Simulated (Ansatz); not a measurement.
# Work function and dipole per adsorbate against coverage for P and H on Ti(0001), PBE slabs

I have to decide whether a layer of phosphorus or hydrogen on titanium should be counted as a shift of the work function when a titanium contact is designed. The work function helps to set the barrier for carriers at a contact and the ease of electron emission, so a shift of some tenths of an eV matters. The calculations put P or H on the fcc site of one face of a Ti(0001) slab, in PBE. ΔΦ is the work function of the covered face less that of the clean face, which is 4.37 eV at this level. A negative dipole has its negative end outwards and raises the work function. I follow both quantities as the adsorbates are packed more closely.

## Systems and settings

Ansatz 0.2.0, plane-wave Kohn-Sham DFT with its default PAW datasets at a cutoff of 420 eV, PBE. Slabs of 4 layers at the tabulated measured lattice constant with the lower two layers held; adsorbates on the upper face in cells of 1 to 9 surface atoms, started on the site named and relaxed with the upper layers until forces are under 0.02 eV/Å. k-spacing 0.20 Å⁻¹ (2π included), Fermi-Dirac smearing of 0.1 eV, 18 Å of vacuum, dipole correction. Spin-paired, no spin-orbit coupling.

Notes on method and selection:

- One starting site was run; real layers may sit elsewhere, sink into the surface or rebuild it.
- Changes under about 0.15 eV are within the error of slabs this thin.
- Runs in which an atom moved over 1.3 Å, mostly full layers of large atoms, are not listed; the work function can turn there.
- Neighbouring dipoles tend to depolarise each other as the coverage rises, unless heights or bonding change.
- Runs in which the search for lower states was switched off are not listed.
- Work functions and vacuum levels are read from the electrostatic potential (Hartree and local ionic parts), which a warning of a rough exchange-correlation potential in thin density does not concern.
- Error sizes named in these notes are rules of thumb and were not measured on these runs.
- The default PAW datasets of this version of Ansatz are the set soft_2.
- Runs that did not converge, have known faults or may not be shown are not listed, and runs on Ansatz's PAW sets soft_1 and soft_2 are kept to separate tables.

Columns:

- density (nm⁻²): adsorbates per area.
- height (Å): height of the adsorbed atom (the lowest atom of a molecule) over the highest substrate atom.
- coverage (ML): adsorbates per surface atom.
- ΔΦ (eV): work function of the covered face less that of the clean face.
- dipole (D): dipole per adsorbate from ΔΦ by the Helmholtz relation, positive end outwards.
- Φ covered (eV): work function of the covered face.

## Data

| member | system | density (nm⁻²) | height (Å) | coverage (ML) | ΔΦ (eV) | dipole (D) | Φ covered (eV) |
| --- | --- | --- | --- | --- | --- | --- | --- |
| clean | P on Ti(0001), fcc | 0.00 | – | 0.000 | 0.000 | – | 4.37 |
| 0.1111 ML | P on Ti(0001), fcc | 1.47 | 1.63 | 0.111 | 0.252 | −0.454 | 4.62 |
| 0.25 ML | P on Ti(0001), fcc | 3.32 | 1.59 | 0.250 | 0.669 | −0.535 | 5.04 |
| 0.5 ML | P on Ti(0001), fcc | 6.63 | 1.76 | 0.500 | 1.174 | −0.470 | 5.55 |
| 1 ML | P on Ti(0001), fcc | 13.27 | 2.02 | 1.000 | ? | ? | ? |
| clean | H on Ti(0001), fcc | 0.00 | – | 0.000 | 0.000 | – | 4.37 |
| 0.25 ML | H on Ti(0001), fcc | 3.32 | 1.06 | 0.250 | −0.069 | 0.055 | 4.30 |
| 1 ML | H on Ti(0001), fcc | 13.27 | 1.01 | 1.000 | 0.041 | −0.008 | 4.41 |

Cells marked ? are withheld until the estimate has been made.

## Interpretation

Phosphorus raises the work function at each coverage shown, from 0.252 eV at 0.111 ML to 1.174 eV at 0.5 ML. The Helmholtz relation connects this to the dipole, $\Delta\Phi = -0.377\,\mu n$, with $\Delta\Phi$ in eV, $\mu$ in D and the density $n$ in nm⁻². Most of the rise is simply the growing number of dipoles, because the dipole per P atom stays between −0.454 and −0.535 D.

The sign is what I expect when titanium gives electrons to the more electronegative phosphorus, which sits outside the metal and carries the negative charge there.

The dipole is largest in size at 0.25 ML. Had it kept that value up to 0.5 ML, ΔΦ would have been 0.669 × 6.63 / 3.32 = 1.34 eV, or 0.16 eV more than calculated. Mutual depolarisation has the right sign for this shortfall: each dipole sits in the field of its neighbours, which opposes it. The half layer also forms rows and sits 0.17 Å higher than the quarter layer, so its bonding has changed as well. The shortfall is barely larger than the error expected of such thin slabs, and the smaller dipole at 0.111 ML is within that error, so I read the dipole as roughly constant up to half coverage.

Hydrogen behaves differently. Its ΔΦ is −0.069 eV at 0.25 ML and 0.041 eV at 1 ML, both too small for the sign to be trusted. The result I keep is that even a full H layer leaves the work function nearly unchanged.

Electronegativity alone would not have told me this, since H and P are close on the usual scale. Hydrogen lies lower, at 1.06 Å against 1.59 Å for P at 0.25 ML, which shortens the lever arm of any transferred charge. Counted from the top Ti atoms this is only a factor of 1.5, but the screening charge of the metal lies outside those atoms, so the effective lever arm of H may be much shorter still. A possible further cause is that H pushes back the electron tail of the metal, which lowers the work function and offsets the charge drawn to H.

## Prediction

Plain estimates from the members shown:

- 1 ML (P on Ti(0001), fcc), mean of the 4 members shown: 0.524 eV, standard deviation 0.44

The mean of the shown members, 0.524 eV, includes the clean face and ignores the rise with coverage, so I set it aside. A constant dipole from 0.5 ML would give 1.174 × 13.27 / 6.63 = 2.35 eV. That asks titanium to charge twice as many P atoms equally well, although they sit 0.26 Å higher than in the half layer, which points to weaker bonding.

I therefore follow the slope of ΔΦ with density. It is (0.669 − 0.252) / (3.32 − 1.47) = 0.225 eV nm² in the second interval and (1.174 − 0.669) / (6.63 − 3.32) = 0.153 eV nm² in the third. Between the interval midpoints, 2.58 nm⁻² apart, it falls by (0.225 − 0.153) / 2.58 = 0.028 eV nm² per nm⁻². Continued to the midpoint of the last interval, about 5.0 nm⁻² further on, it becomes about 0.012 eV nm². The full layer lies 13.27 − 6.63 = 6.64 nm⁻² beyond the half layer and then has 1.174 + 0.012 × 6.64 = 1.25 eV, a near plateau.

Tried backwards on the first interval, whose midpoint lies 1.66 nm⁻² before that of the second, the same rule gives a slope of 0.225 + 0.028 × 1.66 = 0.27 eV nm² where the table has 0.252 / 1.47 = 0.171 eV nm². A slope error of 0.10 over the last interval makes 0.10 × 6.64 = 0.7 eV, which I take as the standard deviation. It is wide because the curvature rests on small departures from a constant dipole.

**Committed estimate, 1 ML (P on Ti(0001), fcc): ΔΦ = 1.3 ± 0.7 eV.**

## Check

| member | system | density (nm⁻²) | height (Å) | coverage (ML) | ΔΦ (eV) | dipole (D) | Φ covered (eV) |
| --- | --- | --- | --- | --- | --- | --- | --- |
| 1 ML | P on Ti(0001), fcc | 13.27 | 2.02 | 1.000 | 1.367 | −0.274 | 5.74 |

| member | estimate | ΔΦ (eV) | computed | estimate − computed | miss in error bars |
| --- | --- | --- | --- | --- | --- |
| 1 ML (P on Ti(0001), fcc) | committed | 1.300 | 1.367 | −0.067 | 0.1 |
| 1 ML (P on Ti(0001), fcc) | mean | 0.524 | 1.367 | −0.843 |  |

The estimate of 1.3 eV lies 0.07 eV below the computed 1.367 eV, well inside its error bar of 0.7 eV. The mean of the shown members misses by 0.84 eV and the constant dipole by 2.35 − 1.367 = 0.98 eV. The flattening that I expected is there: between the half and the full layer the slope is (1.367 − 1.174) / (13.27 − 6.63) = 0.029 eV nm², against 0.153 in the interval before. The hit is closer than the method deserved, since the same rule had failed by 0.10 eV nm² on the first interval, and one good result doesn't make it reliable.

The dipole per P atom falls in size from 0.470 to 0.274 D while P moves outwards by 0.26 Å. With a fixed charge on P, the greater height would have enlarged the dipole, so the height alone has the wrong sign. Mutual depolarisation has the right one. So has a smaller charge per P atom, which is plausible because the full layer leaves only one surface Ti atom for each P.

## Members off the line

The full P layer is the one member far from the trend of the others. Its ΔΦ is roughly 1 eV below what the dipole of the half layer would give, several times the error expected of these slabs, and crowding of the P atoms is the likeliest reason. The dipole at 0.111 ML is smaller than at 0.25 ML, against the usual order for depolarisation, but with the larger dipole ΔΦ would be only 0.377 × 0.535 × 1.47 − 0.252 = 0.04 eV higher, which is too little to need a cause.

## Conclusions

For a titanium surface facing vacuum I would count phosphorus as a shift of the work function and leave hydrogen out, at the coverages calculated. At a buried contact the other material changes the interface dipole, so there these shifts are only a first guide to the barrier. From 0.111 to 0.5 ML, P adds about 0.18 eV for every 10¹⁴ atoms per cm² (1 nm⁻²). When each of these three rows is left out in turn, the mean ratio ΔΦ/n of the other two misses it by at most 0.09 eV, against a standard deviation of roughly 0.38 eV of the three ΔΦ about their mean. At the full layer the rule fails, giving 0.18 × 13.27 = 2.4 eV instead of 1.367 eV. Half a layer already brings 1.174 / 1.367 = 86 % of the full layer's shift.

The omission that could matter most is P sinking into the metal or forming a phosphide. Burying the negative charge would probably lower ΔΦ and could remove much of the shift found here, whereas I expect spin and spin-orbit coupling to matter far less.
